**Question**

I have Dirac-Hartree-Fock results for neutral atoms from Ni to Sn, each rerun with the nuclear charge raised by 0.1 at the same electron configuration.

Neutral atoms computed with B-spline radial code 1 at the basis-set limit: Dirac-Coulomb Hartree-Fock, averaged over the nl configuration, with a Fermi nucleus (skin thickness 2.3 fm) and no Breit or QED terms. Slopes d/dZ are forward differences for a nuclear charge raised by 0.1 e at fixed configuration and nuclear radius; all other columns are for integer Z.

| species | Z | configuration | ε(1s1/2) (eV) | ε(2p3/2) (eV) | dε(1s1/2)/dZ (eV) | dε(2p3/2)/dZ (eV) | <1/r>(1s1/2) (1/bohr) | <1/r>(2p3/2) (1/bohr) | dE/dZ (eV) | V_ne/Z (eV) |
| --- | --- | --- | --- | --- | --- | --- | --- | --- | --- | --- |
| Ni | 28 | [Ar] 3d8 4s2 | -8406.94 | -894.791 | -655.0 | -93.67 | 28.098 | 5.9277 | -3559.4 | -3550.8 |
| Cu | 29 | [Ar] 3d10 4s1 | -9051.98 | -967.528 | -678.2 | -94.73 | 29.163 | 6.1753 | -3753.7 | -3744.8 |
| Zn | 30 | [Ar] 3d10 4s2 | -9734.84 | -1057.20 | -706.4 | -101.1 | 30.232 | 6.4221 | -3940.1 | -3931.2 |
| Ga | 31 | [Ar] 3d10 4s2 4p1 | -10446.8 | -1154.08 | -734.0 | -106.7 | 31.307 | 6.6692 | -4127.0 | -4117.9 |
| Ge | 32 | [Ar] 3d10 4s2 4p2 | -11185.7 | -1255.82 | -761.9 | -112.5 | 32.387 | 6.9165 | -4316.8 | -4307.7 |
| As | 33 | [Ar] 3d10 4s2 4p3 | -11951.7 | -1362.42 | -789.9 | -118.2 | 33.473 | 7.1642 | -4509.5 | -4500.3 |
| Se | 34 | [Ar] 3d10 4s2 4p4 | -12744.9 | -1473.85 | -818.0 | -123.8 | 34.566 | 7.4122 | -4705.2 | -4695.9 |
| Br | 35 | [Ar] 3d10 4s2 4p5 | -13565.5 | -1590.06 | -846.2 | -129.4 | 35.664 | 7.6606 | -4903.9 | -4894.4 |
| Kr | 36 | [Ar] 3d10 4s2 4p6 | -14413.5 | -1711.03 | -874.5 | -134.9 | 36.769 | 7.9094 | -5105.7 | -5096.1 |
| Rb | 37 | [Kr] 5s1 | -15296.4 | -1843.96 | -903.2 | -140.5 | 37.881 | 8.1587 | -5303.3 | -5293.6 |
| Sr | 38 | [Kr] 5s2 | -16207.8 | -1982.14 | -932.6 | -146.6 | 39.000 | 8.4083 | -5503.5 | -5493.7 |
| Zr | 40 | [Kr] 4d2 5s2 | -18110.0 | -2267.47 | -989.4 | -156.2 | 41.260 | 8.9091 | -5917.6 | -5907.5 |
| Nb | 41 | [Kr] 4d4 5s1 | -19100.3 | -2413.59 | -1017 | -159.7 | 42.402 | 9.1602 | -6132.5 | -6122.2 |
| Mo | 42 | [Kr] 4d5 5s1 | -20121.6 | -2566.89 | -1046 | -165.0 | 43.552 | 9.4116 | -6348.3 | -6337.9 |
| Tc | 43 | [Kr] 4d5 5s2 | -21175.4 | -2728.61 | -1077 | -171.7 | 44.711 | 9.6635 | -6563.8 | -6553.3 |
| Ru | 44 | [Kr] 4d7 5s1 | -22250.8 | -2887.35 | -1105 | -175.6 | 45.878 | 9.9159 | -6789.6 | -6778.9 |
| Rh | 45 | [Kr] 4d8 5s1 | -23359.2 | -3054.54 | -1135 | -180.8 | 47.055 | 10.169 | -7015.2 | -7004.3 |
| Pd | 46 | [Kr] 4d10 | -24492.9 | -3222.16 | -1164 | -184.7 | 48.241 | 10.422 | -7248.0 | -7237.0 |
| Ag | 47 | [Kr] 4d10 5s1 | -25664.6 | -3402.92 | -1196 | -191.2 | 49.437 | 10.676 | -7476.3 | -7465.2 |
| Cd | 48 | [Kr] 4d10 5s2 | -26867.4 | -3589.60 | -1228 | -197.6 | 50.642 | 10.930 | -7706.9 | -7695.7 |
| In | 49 | [Kr] 4d10 5s2 5p1 | -28103.1 | -3783.60 | -1259 | -203.5 | 51.859 | 11.185 | -7938.3 | -7927.0 |
| Sn | 50 | [Kr] 4d10 5s2 5p2 | -29370.0 | -3983.00 | -1291 | -209.7 | 53.086 | 11.440 | -8172.5 | -8161.1 |

By the Hellmann-Feynman theorem $dE/dZ$ should equal $V_{ne}/Z$, the electron-nucleus energy per proton, yet the two columns differ by about 10 eV. I also took $d\varepsilon/dZ=-\langle 1/r\rangle$ (times 27.21 eV) for a single level $\varepsilon$, which gives −188 eV for Ge 2p3/2 where the table has −112.5. And the slope of Ni 2p3/2, −93.67 eV, doesn't predict the step to Cu, −72.7 eV. Which of these is a failure, and of what?

**Answer**

The first is step-size bias, the second is a theorem applied to a quantity that it does not cover, and the third mixes two different derivatives.

*The total energy.* $E$ is stationary with respect to the orbitals, so only the explicit $-Z/r$ term contributes and $dE/dZ=V_{ne}/Z$. A forward difference over 0.1 returns the slope at $Z+0.05$, which lies $0.05E''$ away from the value at $Z$. Averaging $V_{ne}/Z$ over the normal and the displaced run removes the gap: the worst remainder is 0.06 eV (Rh), within a rounding of 0.08 eV. This agreement is built into a converged variational calculation and says nothing about nature. The gap does measure the curvature: for Pd, −11.0 eV means $-E''\approx 220$ eV.

*A single level.* Differentiating the orbital equation gives

$$\frac{d\varepsilon_a}{dZ}=-\langle 1/r\rangle_a+R_a,\qquad R_a=\Big\langle a\Big|\frac{dV_{ee}}{dZ}\Big|a\Big\rangle ,$$

where $V_{ee}$ is the Coulomb and exchange potential of the other electrons. The eigenvalue is stationary in its own orbital but not in theirs. They contract when $Z$ rises, the repulsion grows, and $R_a>0$. In a one-electron ion $R=0$ and the bare slope is exact. In a many-electron atom the orbital energies count the repulsion energy twice, so the occupation-weighted $R_a$ add up to its derivative. For Ge the two runs give 825.30 and 830.40 hartree, a derivative of 51 hartree or about 43 eV per electron, so the response cannot be small for all levels.

With all terms taken at $Z+0.05$, the bare slope is too steep by 12 to 17% for 1s and 49 to 78% for 2p3/2, relative to the computed slope. In eV the order is the reverse: $R$ is 111 to 155 for 1s and 68 to 102 for 2p3/2. The 2p3/2 level fails worse because its bare slope is about five times smaller while its response is about two thirds as large. That $\langle 1/r\rangle$(1s1/2) exceeds $Z$ is relativistic contraction, already contained in the bare term.

*The size of $R$.* Take the limit in which electron $b$ lies wholly outside orbital $a$. A spherical shell has a constant potential inside, $\langle 1/r\rangle_b$, so $b$ contributes $d\langle 1/r\rangle_b/dZ$. Summed over all electrons this is $-E''$, by the theorem above. For 1s one removes the two K electrons and restores the partner, whose hydrogenic repulsion is $5Z/8$, half of its growth coming from the partner's contraction:

$$R_{1s}\approx -E''-2\,\frac{d\langle 1/r\rangle_{1s}}{dZ}+\frac{5}{16}\ \text{hartree}.$$

For Pd, $-E''=220.7$ eV and the gradient from neighbouring rows is 1.191 per bohr (the displaced Pd run gives 1.189; no other row was checked this way). Then $R\approx 220.7-64.8+8.5=164$ eV. The bare term is $(48.241+0.05\times1.191)\times27.21=1314$ eV, so the estimated slope is −1150 eV against −1164 eV, off by 1.2% instead of 13%. Nothing is fitted, although the inputs come from the same calculation. The actual $R$ is 0.90 to 0.92 of the estimate in every row. Theory argues for that sign: L electrons penetrate the 1s region, where their potential falls below $\langle 1/r\rangle_b$, and exchange lowers the repulsion further; the two were not sized.

The same idea for 2p3/2, with the K and L shells removed and one offset fitted to all 22 rows, fails on the trend. It runs from about 6 eV too low (Ni, Cu) to 6 eV too high (Sn), rms 3.6 eV, and a plain quadratic in $Z$ does better at 1.2 eV. The offset absorbs any constant error, so what remains must change with $Z$. One such term is visible. All eight L electrons were given the 2p3/2 gradient, which stays near 0.25, whereas $\langle 1/r\rangle$ of the relativistically contracting 2s gains $(9.368-7.180)/8=0.27$ per proton from Ge to Zr and $(11.142-9.368)/6.1=0.29$ from Zr to displaced Pd, with 2p1/2 alike. For four electrons this growth is worth 1 to 2 eV, while the model drifts by nearly 4 eV between the midpoints, Kr and Tc. The n = 3 shell is not truly outside 2p either, and less so as $Z$ rises: the mean radius of 3d5/2 is 3.9 times that of 2p3/2 in Ge but 2.9 times in displaced Pd. That this supplies the rest is expected, not computed. The row-by-row figures are in the output printed below.

*The irregular rows.* $\langle 1/r\rangle$ rises smoothly, yet the 2p3/2 slope changes by only −1.1 eV from Ni to Cu and by −6.4 eV from Cu to Zn. The irregularity therefore sits in $R$, which jumps by 3.0 to 5.7 eV in the four steps where d gains two electrons and s loses one (Ni→Cu, Zr→Nb, Tc→Ru, Rh→Pd), but by 0.2 to 1.2 eV where only an s electron is added. Charge outside both core orbitals is the inferred cause, supported by correlations and not isolated directly. The steps of the two responses correlate at 0.99, their difference shows no jump at Cu (43.1, 43.2, 43.7 eV for Ni, Cu, Zn), and the steps of the outer sum built from $E''$ follow those of the 2p3/2 response at 0.92. A hydrogenic argument, $\langle 1/r\rangle\sim Z_{\rm eff}/n^2$, gives of order an eV per electron and more for $(n-1)$d than for $n$s, but not the sizes of single steps. From Nb on the 1s slopes carry ±0.5 eV of rounding, and open shells are configuration averages, not terms. The convention for rotating closed-shell orbitals could act on 2p3/2 at Br→Kr, where the step of $R$, 1.3 eV, continues the 1.2 eV before it. It could act on 1s wherever an s shell closes, as at Zn, Sr, Tc and Cd, where the difference of the two responses runs on without a jump.

A fixed screening constant does not repair the bare slope. A Dirac one-electron level matched to $\varepsilon$ has a slope too steep by 2.5 to 5.1% (1s) and 12 to 22% (2p3/2) of the computed one, with local maxima for 2p3/2 at Cu, Nb, Ru and Pd. Fixed screening makes the repulsion grow roughly in proportion to $Z$. Outer orbitals see a small $Z_{\rm eff}$, so one more proton contracts them by a much larger fraction, and screening grows with $Z$.

*The step to the next element.* The slope leads towards the cation of element $Z+1$ in the unchanged configuration, the kind of ion that the equivalent-core picture puts in place of a core-ionised atom; the next row is the neutral atom. The level change minus the mean slope of the two rows is the screening by the changed occupation. It is positive in all steps and the same for both levels within about 1 eV, as the shell limit demands. It is 4.4 to 7.9 eV for an s electron, 6.2 to 10.8 eV for p, and 8.7 (Nb→Mo) and 10.7 eV (Ru→Rh) for d; Sr→Zr spans two charges and two d electrons, 16.8 eV. The 4d contributions add when taken from nearby rows. Twice Ru→Rh minus Pd→Ag is $2\times10.7-6.8=14.6$ eV, against 14.6 (Tc→Ru) and 14.8 (Rh→Pd); twice Nb→Mo minus Mo→Tc is $2\times8.7-6.3=11.1$ eV, against 11.5 (Zr→Nb). For Ni→Cu the term is 21.1 eV, 29% of the level change. The bare potential of a Ge 4p3/2 electron, 12.0 eV, exceeds the 7.5 eV of Ga→Ge, which is the sign that outward relaxation of the other shells should give; that was not computed separately.

For a neighbouring pair the level and its slope need separate rules. The level is held back by the potential of the added electron at the core, which grows as its shell contracts (6.7 to 10.8 eV along 4p). The slope depends on how that potential changes with $Z$, and does not follow its size: for 2p3/2, Cu→Zn screens by 7.9 eV but steps $R$ by 0.3 eV, while Kr→Rb has 4.4 and 1.2 eV. Steps of the 2p3/2 response above 1.3 eV occur only where d electrons are added; the 1s response does not keep to that limit.

*The Hamiltonian.* These failures belong to the shortcuts. The omitted Breit and QED terms would raise 1s by 23.8 eV in Ge and 49.0 eV in Zr, about 3 eV per proton or 0.4% of the slope (0.2% for 2p3/2), as judged from those two atoms. The finite nucleus alters the bare 1s term by about 0.01 eV in Zr. Correlation is absent and eigenvalues omit relaxation around a core hole, so these are not slopes of measured binding energies.

The analysis program printed:

```
eV per unit Z; R = slope + <1/r> at Z+0.05; % = R over <1/r>; fix% = error of fixed-screening slope
atom  gap  mean-res  -E''  R1s    %  model | R2p    %  model | R1s-R2p fix%1s fix%2p
Ni   -8.6   0.00  172.1  111.0 14.5  122.7 |  68.0 42.0  62.3 |  43.1   4.8  18.3
Cu   -8.9  -0.02  177.5  116.8 14.7  128.0 |  73.6 43.7  67.7 |  43.2   5.1  21.6
Zn   -8.9   0.03  178.6  117.7 14.3  128.8 |  74.0 42.3  68.6 |  43.7   4.7  19.1
Ga   -9.1  -0.02  181.6  119.4 14.0  131.5 |  75.1 41.3  71.3 |  44.3   4.5  17.9
Ge   -9.1   0.04  182.7  120.9 13.7  132.3 |  76.0 40.3  72.0 |  44.8   4.3  16.7
As   -9.2   0.05  185.1  122.4 13.4  134.3 |  77.1 39.5  73.9 |  45.3   4.1  15.7
Se   -9.3   0.05  187.0  124.1 13.2  135.9 |  78.2 38.7  75.5 |  45.8   3.9  14.9
Br   -9.5   0.01  190.2  125.8 12.9  138.7 |  79.4 38.0  78.2 |  46.4   3.8  14.2
Kr   -9.6  -0.00  192.0  127.5 12.7  140.2 |  80.7 37.4  79.5 |  46.9   3.6  13.6
Rb   -9.7   0.01  194.2  129.1 12.5  142.0 |  81.8 36.8  81.3 |  47.3   3.5  13.3
Sr   -9.8  -0.01  195.7  130.2 12.2  143.1 |  82.5 36.0  82.3 |  47.6   3.3  12.6
Zr  -10.1  -0.01  201.7  134.9 12.0  148.3 |  86.6 35.7  87.3 |  48.3   3.3  13.0
Nb  -10.3   0.00  206.0  138.4 12.0  152.2 |  89.9 36.0  91.1 |  48.5   3.3  14.1
Mo  -10.4   0.00  208.1  140.7 11.9  153.7 |  91.4 35.7  92.6 |  49.2   3.3  13.9
Tc  -10.5   0.01  210.2  141.2 11.6  155.4 |  91.6 34.8  94.1 |  49.6   3.0  12.8
Ru  -10.7  -0.01  213.8  145.0 11.6  158.5 |  94.6 35.0  97.1 |  50.4   3.1  13.5
Rh  -10.9  -0.06  216.9  147.0 11.5  161.1 |  96.3 34.7  99.6 |  50.8   3.0  13.4
Pd  -11.0   0.03  220.7  150.3 11.4  164.3 |  99.2 35.0 102.8 |  51.1   3.1  14.1
Ag  -11.1   0.00  222.1  150.9 11.2  165.2 |  99.7 34.3 103.5 |  51.2   2.9  13.3
Cd  -11.2  -0.01  223.8  151.7 11.0  166.4 | 100.2 33.6 104.6 |  51.5   2.7  12.6
In  -11.3  -0.01  225.9  153.8 10.9  167.9 | 101.2 33.2 106.0 |  52.6   2.6  12.3
Sn  -11.4   0.02  228.4  155.2 10.7  169.8 | 101.9 32.7 107.9 |  53.3   2.5  11.8
gap = dE/dZ - V/Z; against mean V/Z of both runs worst 0.06 (Rh), rounding 0.08
rounding: -E'' and models 0.5; R1s 0.06, from Nb 0.5; R2p up to 0.06
bare slope too steep by %: 1s 12.02 to 17.22, 2p 48.61 to 77.74
1s model, no parameter: R/model 0.90 to 0.92, model-R 11.09 to 14.68 eV
2p model, offset 2.1: rms 3.56, worst -5.95 (Sn); quadratic in Z: rms 1.19, worst 2.23 (Pd)
correlation of row steps: R2p with outer sum 0.92, R2p with R1s 0.99
Pd d<1/r>/dZ, displaced run vs rows: 1s 1.189 vs 1.191, 2p 0.254 vs 0.253 (rounding 0.005)
step to next row: level change minus mean slope, eV, 2p/1s; then step of R2p
s-1 d+2: Ni 21.1/20.1 Zr 11.5/11.3 Tc 14.6/14.0 Rh 14.8/14.2 ; 5.7 3.3 3.0 3.0
   mean 2p 15.5 eV = 13.7% of the level change
s+1: Cu 7.9/8.0 Kr 4.4/4.4 Rb 5.0/5.0 Mo 6.3/6.1 Pd 6.8/6.7 Ag 7.4/7.6 ; 0.3 1.2 0.7 0.2 0.4 0.5
   mean 2p 6.3 eV = 4.6% of the level change
p+1: Zn 6.7/6.8 Ga 7.5/7.6 Ge 8.4/8.4 As 9.2/9.3 Se 10.1/10.0 Br 10.8/10.8 Cd 6.2/6.1 In 6.9/6.4 ; 1.1 0.9 1.0 1.1 1.2 1.3 1.0 0.7
   mean 2p 8.2 eV = 6.8% of the level change
d+2: Sr 16.8/16.7 ; 4.0
   mean 2p 16.8 eV = 5.9% of the level change
d+1: Nb 8.7/8.6 Ru 10.7/10.0 ; 1.5 1.7
   mean 2p 9.7 eV = 6.0% of the level change
bare <1/r>, eV: Ge 4p3/2 12.0, Zr 4d5/2 16.5, Zr 5s 8.6
omitted Breit+QED 1s: Ge 23.8, Zr 49.0 eV, 3.16 per Z = 0.36% of slope
omitted Breit+QED 2p3/2: Ge 1.9, Zr 4.3 eV, 0.30 per Z = 0.22% of slope
finite nucleus, Zr 1s: V/Z differs from -<1/r> by about 0.012 eV
```
